## Parentage of $p^3$, worked through for P I $3s^23p^3$

I want the antisymmetric three-electron states of $p^3$ written as combinations of a $p^2$ term (electrons 1, 2) coupled to one more $p$ electron (electron 3). The expansion coefficients are the coefficients of fractional parentage (cfp), which Racah treated in 1943.

### Premises and conventions

1. All three electrons share one radial function $P_{np}(r)$. Each has $l=1$, $s=\tfrac12$, so there are six spin-orbitals.
2. Spins and orbital momenta are coupled separately ($LS$ basis), with Condon–Shortley phases. Every Clebsch–Gordan coefficient is real. I write $[x]=2x+1$.
3. A physical state changes sign under every transposition $P_{ij}$.
4. The pair state $|p^2\,S'L'\rangle$ is the Clebsch–Gordan product in the order (1, 2), with no extra sign. The third electron is coupled on the right.

From angular momentum theory I take the exchange symmetry $\langle j_1m_1j_2m_2|JM\rangle=(-1)^{j_1+j_2-J}\langle j_2m_2j_1m_1|JM\rangle$ and the recoupling coefficient

$$\langle (j_1j_2)J',j_3;J\,|\,j_1,(j_2j_3)J'';J\rangle=(-1)^{j_1+j_2+j_3+J}\sqrt{[J'][J'']}\begin{Bmatrix}j_1&j_2&J'\\ j_3&J&J''\end{Bmatrix}\equiv U^{J}(J',J'').$$

For three equal $j$ the matrix $U^J$ is real, orthogonal (it links two orthonormal bases) and symmetric (interchanging upper and lower entries in the first and third columns leaves the $6j$ symbol unchanged).

### Step 1: allowed pairs

Exchanging the two electrons of a pair leaves the radial product alone, multiplies the spin part by $(-1)^{1-S'}$ and the orbital part by $(-1)^{2-L'}$. Hence

$$P\,|pp\,S'L'\rangle=(-1)^{S'+L'+1}|pp\,S'L'\rangle .$$

Pairs with $S'+L'$ even are antisymmetric: $^1S$, $^3P$, $^1D$. The pairs $^3S$, $^1P$, $^3D$ are symmetric and forbidden.

### Step 2: the expansion and its condition

The states $|(p^2\,S'L')\,p;SL\rangle$, with all six pair labels, span the three-particle space at given $S,L,M_S,M_L$. A physical state is odd under $P_{12}$, so only allowed parents enter:

$$|p^3\,SL\rangle=\sum_{S'L'}c^{SL}(S'L')\,|(p^2\,S'L')\,p;SL\rangle,\qquad \sum_{S'L'} c^2=1 .$$

The $c$ do not depend on $M_S,M_L$, because the transpositions commute with $\mathbf S$ and $\mathbf L$. To see the effect of $P_{23}$ I recouple spin and orbit independently so that electrons 2 and 3 form the pair:

$$|p^3\,SL\rangle=\sum_{S''L''}\Big[\sum_{S'L'}c^{SL}(S'L')\,U^{S}(S',S'')\,U^{L}(L',L'')\Big]\,|p\,(pp\,S''L'');SL\rangle .$$

Each ket on the right is an eigenstate of $P_{23}$, and the kets are orthonormal. The state is odd under $P_{23}$ if and only if the bracket vanishes for every forbidden pair:

$$\sum_{S'L'}c^{SL}(S'L')\,U^{S}(S',S'')\,U^{L}(L',L'')=0\quad\text{for } S''L''={}^3S,\ {}^1P,\ {}^3D .$$

This is sufficient as well as necessary. Since $P_{13}=P_{12}P_{23}P_{12}$, a state odd under $P_{12}$ and $P_{23}$ is odd under all three transpositions.

### Step 3: the recoupling matrices

I need two closed forms. With one zero, $\begin{Bmatrix}a&b&c\\ b&a&0\end{Bmatrix}=(-1)^{a+b+c}/\sqrt{[a][b]}$. With five entries equal to one, $\begin{Bmatrix}1&1&L'\\ 1&1&1\end{Bmatrix}=(-1)^{L'+1}\,[4-L'(L'+1)]/12$, which is $-\tfrac13,\tfrac16,\tfrac16$ for $L'=0,1,2$.

**Spin.** For $S=\tfrac32$ only $S'=S''=1$ occurs; the stretched state $\alpha\alpha\alpha$ is the same in both couplings, so $U^{3/2}=1$. For $S=\tfrac12$ the phase factor is $+1$. The symbol with $S''=0$ is $(-1)^{1+S'}/2$, which gives the first column $(-\tfrac12,\tfrac{\sqrt3}{2})$. Symmetry gives the first row, and orthogonality of the columns gives the last entry:

$$U^{1/2}=\begin{pmatrix}-\tfrac12&\tfrac{\sqrt3}{2}\\[2pt] \tfrac{\sqrt3}{2}&\tfrac12\end{pmatrix}\qquad(S',S''=0,1).$$

**Orbit, $L=0$ and $L=3$.** For $L=0$ only $L'=L''=1$ occurs and $U=(-1)^3\cdot3\cdot(-\tfrac13)=1$. For $L=3$ only $L'=L''=2$ occurs and the stretched state gives $U=1$.

**Orbit, $L=1$.** The phase factor is $+1$. The column $L''=0$ is $\sqrt{[L']}(-1)^{L'}/3$. The column $L''=1$ is $\sqrt{3[L']}$ times $-\tfrac13,\tfrac16,\tfrac16$. The entry $(2,2)$, call it $u$, follows from orthogonality of columns 0 and 2: $\tfrac{\sqrt5}{9}-\tfrac{\sqrt5}{6}+\tfrac{\sqrt5}{3}u=0$, so $u=\tfrac16$.

$$U^{1}=\begin{pmatrix}\tfrac13&-\tfrac1{\sqrt3}&\tfrac{\sqrt5}{3}\\[2pt] -\tfrac1{\sqrt3}&\tfrac12&\tfrac{\sqrt{15}}{6}\\[2pt] \tfrac{\sqrt5}{3}&\tfrac{\sqrt{15}}{6}&\tfrac16\end{pmatrix}\qquad(L',L''=0,1,2).$$

**Orbit, $L=2$.** Here I build the $M_L=2$ states directly, writing $|m_1m_2m_3\rangle$:

- $(12)$ coupled to $L'=1$: $(|{+}0{+}\rangle-|0{+}{+}\rangle)/\sqrt2$
- $(12)$ coupled to $L'=2$: $\sqrt{2/3}\,|{+}{+}0\rangle-(|{+}0{+}\rangle+|0{+}{+}\rangle)/\sqrt6$
- $(23)$ coupled to $L''=1$: $(|{+}{+}0\rangle-|{+}0{+}\rangle)/\sqrt2$
- $(23)$ coupled to $L''=2$: $(|{+}{+}0\rangle+|{+}0{+}\rangle)/\sqrt6-\sqrt{2/3}\,|0{+}{+}\rangle$

The four overlaps are

$$U^{2}=\begin{pmatrix}-\tfrac12&\tfrac{\sqrt3}{2}\\[2pt] \tfrac{\sqrt3}{2}&\tfrac12\end{pmatrix}\qquad(L',L''=1,2).$$

### Step 4: solving term by term

**Terms with a single parent.** Then the state exists only if no forbidden pair appears on recoupling.

- $^4S$: parent $^3P$. Recoupling reaches only $S''=1$, $L''=1$, which is allowed. So $c=1$.
- $^4P$: parent $^3P$. The $^3S$ amplitude is $-c/\sqrt3$, so $c=0$.
- $^4D$: parent $^3P$. The $^3D$ amplitude is $\tfrac{\sqrt3}{2}c$, so $c=0$.
- $^2S$: parent $^3P$. The $^1P$ amplitude is $\tfrac{\sqrt3}{2}c$, so $c=0$.
- $^2F$: parent $^1D$. The $^3D$ amplitude is $\tfrac{\sqrt3}{2}c$, so $c=0$.
- $^4F$ would need the parent $^3D$, which is forbidden.

**$^2D$.** Let $a=c(^3P)$ and $b=c(^1D)$. The pair $^3S$ cannot couple with a $p$ electron to $L=2$. The other two conditions read

$$^1P:\ \ \tfrac{\sqrt3}{2}\big(-\tfrac12\big)a+\big(-\tfrac12\big)\tfrac{\sqrt3}{2}\,b=0,\qquad {}^3D:\ \ \tfrac12\tfrac{\sqrt3}{2}\,a+\tfrac{\sqrt3}{2}\tfrac12\,b=0 .$$

Both say $b=-a$. Normalising, $a=1/\sqrt2$ and $b=-1/\sqrt2$.

**$^2P$.** Let $x=c(^1S)$, $y=c(^3P)$, $z=c(^1D)$. The three conditions are

$$^3S:\ \ \tfrac{\sqrt3}{2}\tfrac13\,x-\tfrac12\tfrac1{\sqrt3}\,y+\tfrac{\sqrt3}{2}\tfrac{\sqrt5}{3}\,z=0\ \Rightarrow\ x-y+\sqrt5\,z=0,$$

$$^1P:\ \ \tfrac12\tfrac1{\sqrt3}\,x+\tfrac{\sqrt3}{2}\tfrac12\,y-\tfrac12\tfrac{\sqrt{15}}{6}\,z=0\ \Rightarrow\ 2x+3y-\sqrt5\,z=0,$$

$$^3D:\ \ \tfrac{\sqrt3}{2}\tfrac{\sqrt5}{3}\,x+\tfrac12\tfrac{\sqrt{15}}{6}\,y+\tfrac{\sqrt3}{2}\tfrac16\,z=0\ \Rightarrow\ 2\sqrt5\,x+\sqrt5\,y+z=0,$$

after multiplying by $2\sqrt3$, $4\sqrt3$ and $4\sqrt3$. Adding the first two gives $y=-\tfrac32x$. The first then gives $z=-\tfrac{\sqrt5}{2}x$. The third becomes $2\sqrt5-\tfrac32\sqrt5-\tfrac12\sqrt5=0$ and holds. The system has rank two and one solution, $(2,-3,-\sqrt5)$, whose squared norm is 18.

### Result

| term | $c(^1S)$ | $c(^3P)$ | $c(^1D)$ | squares |
|---|---|---|---|---|
| $^4S$ | 0 | $1$ | 0 | $0,\ 1,\ 0$ |
| $^2D$ | 0 | $1/\sqrt2$ | $-1/\sqrt2$ | $0,\ \tfrac12,\ \tfrac12$ |
| $^2P$ | $2/\sqrt{18}$ | $-3/\sqrt{18}$ | $-\sqrt5/\sqrt{18}$ | $\tfrac29,\ \tfrac12,\ \tfrac5{18}$ |

The three terms hold $4+10+6=20$ states, which is $\binom63$, so none is missing.

The signs need a careful reading. The overall sign of each row is my free choice. The signs inside a row are fixed by the vanishing of the forbidden pairs, but only relative to premise 4: redefining the sign of a parent flips its whole column. What no rephasing of parents or terms can change is the closed product

$$c^{D}(^3P)\,c^{D}(^1D)\,c^{P}(^3P)\,c^{P}(^1D)=-\tfrac{\sqrt5}{12},$$

in which each parent and each term appears twice ($D$ and $P$ stand for the doublets). Its negative sign has physical content, as the spin–orbit matrix shows below.

### Two cross-checks

**Projector.** On states odd under $P_{12}$ the projector on antisymmetric states reduces to $\tfrac13(1-P_{13}-P_{23})$. Between two such states $P_{13}=P_{12}P_{23}P_{12}$ has the same matrix elements as $P_{23}$. Since each term occurs at most once,

$$c(\alpha)\,c(\beta)=\tfrac13\big[\delta_{\alpha\beta}-2\langle\alpha|P_{23}|\beta\rangle\big],$$

with $\alpha,\beta$ parent labels. The matrix element factorises into $\sum_{S''}(-1)^{S''+1}UU$ times $\sum_{L''}(-1)^{L''}UU$. For $^2P$ the diagonal spin factors are $\tfrac12$ ($S'=0$) and $-\tfrac12$ ($S'=1$), and the orbital factors are $\tfrac13,\tfrac12,\tfrac16$ for $L'=0,1,2$. This gives $\tfrac13(1-\tfrac13)=\tfrac29$, $\tfrac13(1+\tfrac12)=\tfrac12$ and $\tfrac13(1-\tfrac16)=\tfrac5{18}$.

**Counting holes.** The amplitude $\langle p^3|a_k^\dagger|p^2\rangle$ is, up to sign, $\sqrt3$ times the overlap of the $p^3$ state with parent(1,2) times spin-orbital $k$(3). Summing its square over $k$ and all final states gives $\sum_k\langle a_ka_k^\dagger\rangle=6-2=4$. The squared Clebsch–Gordan coefficients sum to $[S][L]/([S'][L'])$, so $3\sum_{SL}[S][L]\,c^2=4\,[S'][L']$. For $^3P$ the left side is $3(4+5+3)=36$, for $^1D$ it is $3(5+\tfrac53)=20$, for $^1S$ it is $3\cdot\tfrac43=4$. All three hold.

### What the squares give: term energies

In an antisymmetric state the three pairs contribute equally to the Coulomb energy, so I take three times the pair (1, 2). The operator $1/r_{12}$ is a scalar that acts within the parent, so it is diagonal in $S'L'$:

$$E(SL)=3\sum_{S'L'}c^2\,E(p^2\,S'L').$$

For the pair, the multipole expansion gives $E=F^0+f_2F^2$ with $f_2=(-1)^{L'}\langle1\|C^{(2)}\|1\rangle^2\begin{Bmatrix}1&1&L'\\1&1&2\end{Bmatrix}$ and $\langle1\|C^{(2)}\|1\rangle^2=\tfrac65$. The symbols are read from the last column of $U^1$ after division by $\sqrt{5[L']}$: $\tfrac13,\tfrac16,\tfrac1{30}$. With $F_0=F^0$ and $F_2=F^2/25$ the pair energies are $F_0+10F_2$ ($^1S$), $F_0-5F_2$ ($^3P$), $F_0+F_2$ ($^1D$). Then

$$E(^4S)=3F_0-15F_2,\qquad E(^2D)=3F_0+\tfrac32(-5+1)F_2=3F_0-6F_2,$$

$$E(^2P)=3F_0+3\big(\tfrac{20}{9}-\tfrac52+\tfrac5{18}\big)F_2=3F_0 .$$

Closed shells add the same constant to all three. Above $^4S$ the doublets lie at $9F_2$ and $15F_2$.

### What the signs give: the spin–orbit matrix

Take $H_{so}=\zeta\sum_i\mathbf s_i\cdot\mathbf l_i$, and couple $S$ and $L$, in that order, to $J$. A one-electron operator is three times its action on electron 3, which leaves the parent untouched.

**Diagonal elements.** By the projection theorem $\mathbf s_3\to\sigma\mathbf S$ and $\mathbf l_3\to\lambda\mathbf L$ within each parentage. For doublets $\sigma=1$ ($S'=0$) or $-\tfrac13$ ($S'=1$), and $\lambda=[L(L+1)+2-L'(L'+1)]/[2L(L+1)]$. The coefficient of $\zeta\,\mathbf S\cdot\mathbf L$ is $3\sum c^2\sigma\lambda$. For $^2D$ it is $3[\tfrac12(-\tfrac13)\tfrac12+\tfrac12\cdot\tfrac16]=0$. For $^2P$ it is $3[\tfrac29-\tfrac1{12}-\tfrac5{36}]=0$. For $^4S$, $L=0$. No term of $p^3$ splits in first order.

**Off-diagonal elements.** I use the standard formulas for a scalar product of two vectors and for a vector acting on the second of two coupled momenta, with $\langle j\|\mathbf j\|j\rangle=\sqrt{j(j+1)(2j+1)}$:

$$\langle SLJ|H_{so}|\bar S\bar LJ\rangle=3\zeta(-1)^{\bar S+L+J}\begin{Bmatrix}J&L&S\\1&\bar S&\bar L\end{Bmatrix}\sum_{S'L'}c\,\bar c\;s_{S'}\,\ell_{L'},$$

$$s_{S'}=(-1)^{S'+S+3/2}\sqrt{\tfrac32[S][\bar S]}\begin{Bmatrix}\tfrac12&S&S'\\ \bar S&\tfrac12&1\end{Bmatrix},\qquad \ell_{L'}=(-1)^{L'+L}\sqrt{6[L][\bar L]}\begin{Bmatrix}1&L&L'\\ \bar L&1&1\end{Bmatrix}.$$

The pair $^4S$, $^2D$ is not connected, since $\Delta L=2$. The other two pairs share only $J=\tfrac32$.

For $^4S$ with $^2P$ the one common parent is $^3P$: $c\bar c=-1/\sqrt2$, $s_1=-2/\sqrt3$, $\ell_1=\sqrt2$, and the prefactor symbol is $-1/(2\sqrt3)$ with phase $+1$. The element is $-\zeta$.

For $^2D$ with $^2P$ there are two paths. Through $^3P$: $c\bar c=-\tfrac12$, $s_1=-1/\sqrt6$, $\ell_1=-\sqrt{10}/2$, product $-\sqrt{15}/12$. Through $^1D$: $c\bar c=\sqrt5/6$, $s_0=\sqrt{3/2}$, $\ell_2=-3/\sqrt2$, product $-\sqrt{15}/4$. The sum is $-\sqrt{15}/3$, the prefactor symbol is $+1/(2\sqrt3)$ with phase $+1$, and the element is $-\tfrac{\sqrt5}{2}\zeta$.

Two tests bear on the relative sign. First, the total $\mathbf L$ cannot connect $L=2$ to $L=1$, so $\sum c\bar c\,\ell$ must vanish; it is $\tfrac{\sqrt{10}}4-\tfrac{\sqrt{10}}4=0$. Second, with $F_2=0$ the $J=\tfrac32$ matrix has eigenvalues $0$ and $\pm\zeta\sqrt{1+\tfrac54}=\pm\tfrac32\zeta$. These are the $jj$ energies built from $\tfrac12\zeta$ for $p_{3/2}$ and $-\zeta$ for $p_{1/2}$, with three, two or one electron in $p_{3/2}$. The opposite sign of the closed product would give an element of size $\tfrac{\sqrt5}{4}\zeta$ and fail both tests.

### Range of validity

The table is exact algebra under premises 1 to 4. It contains no radial quantity and holds for any $np^3$, N to Bi and the isoelectronic ions alike. The limits lie in its use.

- The parents carry the radial function of the three-electron shell. They are not the terms of the ion, whose $F_2$ is different.
- The energy formulas take one radial function for all three terms.
- A real level is a pure term only for $\zeta\ll F_2$. For heavy members such as Bi the cfp still define a complete basis, but the $J=\tfrac32$ levels are strong mixtures, and the relativistic difference between $p_{1/2}$ and $p_{3/2}$ radial functions strains premise 1.
- Configuration interaction lies outside the scheme. For phosphorus, odd configurations such as $3s3p^33d$ perturb all three terms, and $3p^5$ perturbs $^2P$ alone.
- Each solution is unique because no term of $p^3$ repeats. In $d^3$ the term $^2D$ occurs twice, and the same conditions leave a two-dimensional space that needs a further label.

### Numbers for P I $3p^3$

I take two approximate inputs. The effective $F_2\approx1250\ \mathrm{cm^{-1}}$ is chosen to put the doublets at their typical heights, so the term positions test nothing. The value $\zeta\approx250\ \mathrm{cm^{-1}}$ is typical of a single-configuration $3p$ orbital of phosphorus. The unperturbed terms lie at $0$, $11250$ and $18750\ \mathrm{cm^{-1}}$. The levels $^2D_{5/2}$ and $^2P_{1/2}$ are alone in their $J$ and stay there. For $J=\tfrac32$, in the order $^4S$, $^2D$, $^2P$ and in $\mathrm{cm^{-1}}$,

$$H=\begin{pmatrix}0&0&-250\\0&11250&-279.5\\-250&-279.5&18750\end{pmatrix}.$$

| level | second-order formula | second order | diagonalised |
|---|---|---|---|
| $^4S_{3/2}$ | $-\zeta^2/15F_2$ | $-3.33$ | $-3.33$ |
| $^2D_{3/2}$ | $-\tfrac54\zeta^2/6F_2$ | $-10.42$ | $-10.39$ |
| $^2P_{3/2}$ | $\zeta^2/15F_2+\tfrac54\zeta^2/6F_2$ | $13.75$ | $13.73$ |

The decimals serve only to show that second order suffices. The $^2P_{3/2}$ weight is $(\zeta/15F_2)^2=1.8\times10^{-4}$ in the ground level and $\tfrac54(\zeta/6F_2)^2=1.4\times10^{-3}$ in $^2D_{3/2}$, so the $LS$ labels are sound. The higher $J$ lies higher in both doublets, and in second order the ratio of the $^2P$ interval to the $^2D$ interval is $33/25=1.32$ for any $\zeta$ and $F_2$.

Because these intervals are second order in $\zeta$, the first-order spin–other-orbit term within the shell competes with them. Spin–spin coupling does not: its $J$-dependent part has rank 2 in spin and in orbit, so its diagonal elements vanish for $S=\tfrac12$ and for $L=0$, and in $p^3$ it only connects $^4S_{3/2}$ with $^2D_{3/2}$. The radial scale of the spin–other-orbit term is the Marvin integral, $M^0=\tfrac14\alpha^2\iint_{r_1>r_2}P^2(r_1)P^2(r_2)\,r_1^{-3}\,dr_1dr_2$ in hartree atomic units. For a rough size I use a nodeless orbital $P\propto r^3e^{-\xi r}$ with the approximate exponent $\xi=1.6\,a_0^{-1}$ from Slater's rules. The double integral is $\tfrac{11}{7680}(2\xi)^3=0.047\,a_0^{-3}$, and $\tfrac14\alpha^2E_h=2.92\ \mathrm{cm^{-1}}$, so $M^0\approx0.14\ \mathrm{cm^{-1}}$. The standard matrix elements for $p^3$ give $-\tfrac{37}{5}M^0\,\mathbf S\cdot\mathbf L$ in $^2D$ and $-5M^0\,\mathbf S\cdot\mathbf L$ in $^2P$. By the interval rule the higher-$J$ level is lowered relative to the other by $18.5\,M^0\approx2.5\ \mathrm{cm^{-1}}$ in $^2D$ and by $7.5\,M^0\approx1.0\ \mathrm{cm^{-1}}$ in $^2P$. With so rough an $M^0$, whole wavenumbers are all the intervals can carry.

Spin–orbit mixing alone gives about $10\ \mathrm{cm^{-1}}$ for $^2D_{5/2}-{}^2D_{3/2}$ and about $14\ \mathrm{cm^{-1}}$ for $^2P_{3/2}-{}^2P_{1/2}$. With the spin–other-orbit term the model's intervals are about 8 and $13\ \mathrm{cm^{-1}}$. As typical knowledge and not as a measurement, the intervals of neutral phosphorus are nearer 15 and $25\ \mathrm{cm^{-1}}$, so the model falls short by about half in both doublets. The spin–orbit parts scale as $\zeta^2$, so a change of 20 per cent in the effective off-diagonal spin–orbit strength, which configuration interaction renormalises, moves them by 44 per cent. The angular factors $1$ and $\tfrac54$ come from the cfp and their relative signs and carry none of this uncertainty.